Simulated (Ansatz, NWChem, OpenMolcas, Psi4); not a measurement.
**A small benchmark: atomisation enthalpy at 298 K**

8 molecules with halogens; the atomisation enthalpy at 298 K in kJ/mol, computed less measured. Shapes, held fixed at every level: PBE0-D4/def2-TZVP. Flexible molecules stand in one conformer, not always the lowest. Thermal terms are harmonic and unscaled (PBE0-D4/def2-TZVP); the spin-orbit lowering of the free atoms is taken from their spectra. Programs: Ansatz 0.2.0, NWChem 7.3.0, OpenMolcas 26.06, Psi4 1.11. A level may come from different programs for different species; with the same settings they agree closely. Measured values: Active Thermochemical Tables, CRC Handbook of Chemistry and Physics, NIST-JANAF tables.

Levels: A = HF/3-21G; B = SVWN5/cc-pVDZ; C = PBE/cc-pVDZ; D = r2SCAN/cc-pVDZ; E = CCSD/cc-pVDZ.

```csv
molecule,from tabulated heats,A,B,C,D,E
CBrCl2F (bromodichlorofluoromethane),1391,-857,+366,+64,-14,-240
CBrClF2 (SMILES FC(F)(Cl)Br),1551,-865,+420,+88,-4,-237
SiCl4 (silicon tetrachloride),1598,-902,+155,-81,-72,-279
C2H3ClO (acetyl chloride),2700,-1067,+446,+69,-13,-270
"C2H2Cl4 (1,1,2,2-tetrachloroethane)",2504,-1145,+471,+43,-29,-318
"C2H3F3 (1,1,1-trifluoroethane)",3070,-1068,+585,+95,-8,-287
Si(CH3)Cl3 (methyltrichlorosilane),2714,-1018,+320,-38,-35,-293
C3H7F (SMILES CC(C)F),4049,-1169,+556,+35,-30,-312
```

(1) Which level does best on this set, which worst, and which err to one side?

## Answers

(1) 
| level | kind | mean error | mean absolute error | worst case |
| --- | --- | --- | --- | --- |
| HF/3-21G | Hartree–Fock | -1011.4 | 1011.4 | C3H7F |
| SVWN5/cc-pVDZ | LDA | +414.9 | 414.9 | C2H3F3 |
| PBE/cc-pVDZ | GGA | +34.4 | 64.1 | C2H3F3 |
| r2SCAN/cc-pVDZ | meta-GGA | -25.6 | 25.6 | SiCl4 |
| CCSD/cc-pVDZ | coupled cluster or CI | -279.5 | 279.5 | C2H2Cl4 |

On this set r2SCAN/cc-pVDZ has the smallest mean absolute error and HF/3-21G the largest. HF/3-21G is too low in 8 of 8; SVWN5/cc-pVDZ is too high in 8 of 8; PBE/cc-pVDZ is too high in 6 of 8; r2SCAN/cc-pVDZ is too low in 8 of 8; CCSD/cc-pVDZ is too low in 8 of 8. The heats of C2H2Cl4, C2H3F3 come from older tables and can be uncertain by 10 kJ/mol or more. The tabulated values of Si(CH3)Cl3, C3H7F are in doubt (older tables, estimates, or at odds with other calculations) and kept here. Over the 6 molecules whose values aren't doubted the mean absolute errors are A 984.0; B 407.2; C 73.3; D 23.3; E 271.8. A functional in a double-zeta set wins here by errors that cancel. For HF/3-21G the error grows with the size of the molecule. Hartree–Fock lacks correlation and underbinds. Rows in very small basis sets show the basis more than the method. Correlated wave functions converge slowly with the basis. CCSD also lacks the triples, which bind further. Relativity is left out for Br. Outer-core shells of Br are correlated, in sets that cover them unevenly. The set is small.

The gradient-corrected results divide by central atom. PBE overbinds every carbon-only molecule but underbinds both silicon chlorides, so its small mean error partly reflects opposite signs. SiCl4 is also r2SCAN's worst case and the molecule that SVWN5 overbinds least. Si(CH3)Cl3 leans the same way, though its reference value is too weak to confirm the pattern.

The likely cause is the basis set. Strongly polar Si–Cl bonds need d functions, including tight ones, to polarise the silicon and chlorine densities, and cc-pVDZ describes this poorly. The lost binding would then offset the functional's overbinding more fully than in the carbon compounds.

The large drop from SVWN5 to PBE follows from the gradient terms, which stabilise the more inhomogeneous densities of the free atoms relative to the molecule. The data support r2SCAN/cc-pVDZ as a pairing for carbon halides more than for silicon chlorides. Without a second basis set for the same functional, the silicon shift can't be firmly assigned to either part.
